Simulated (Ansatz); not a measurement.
A ladder of methods for BF (SMILES [B]F)

The species is BF (2 atoms), meant as a singlet with charge 0. SMILES: `[B]F`. The shape is that of a PBE0-D4/def2-TZVP optimisation. The run starts from this shape.

```xyz
2

B     0.0000    0.0000   -0.0094
F     0.0000    0.0000    1.2537
```

Quantity: the adiabatic ionisation energy (to the doublet cation, no zero-point term), in eV. The values are calculated.

```
         level                 kind  program  value (eV)  CPU time (all runs)
    HF/cc-pVTZ         Hartree–Fock   Ansatz        9.81                1.5 s
  BLYP/cc-pVTZ                  GGA   Ansatz       10.83                4.8 s
B2PLYP/cc-pVTZ        double hybrid   Ansatz       10.87                 13 s
   MP2/cc-pVTZ  perturbation theory   Ansatz       10.70                3.5 s
```

The values span 9.81 to 10.87 eV. CPU times are rough (shared hosts, several kinds of processor): they show what a rung costs within a factor of a few.

Electron correlation accounts for most of the difference between Hartree–Fock and the other levels: the ionisation energy rises from 9.81 eV to 10.70 eV with MP2, and BLYP and B2PLYP lie slightly higher still. The electron leaves the highest σ orbital, essentially a boron lone pair pointing away from fluorine. Ionisation breaks up this pair, so the neutral molecule loses correlation energy that the cation cannot recover, and a mean-field treatment makes the electron too easy to remove. The effect is large because the empty boron-centred π orbitals lie low and allow strong angular correlation of the pair, much as in the near-degenerate 2s and 2p shells of atomic boron.

Even the highest value, 10.87 eV, falls somewhat short of the established ionisation energy of BF. For MP2, the likely cause is that second order recovers this near-degeneracy correlation incompletely. The closeness of BLYP and B2PLYP therefore does not show convergence, and could partly reflect compensating errors in exchange and correlation.
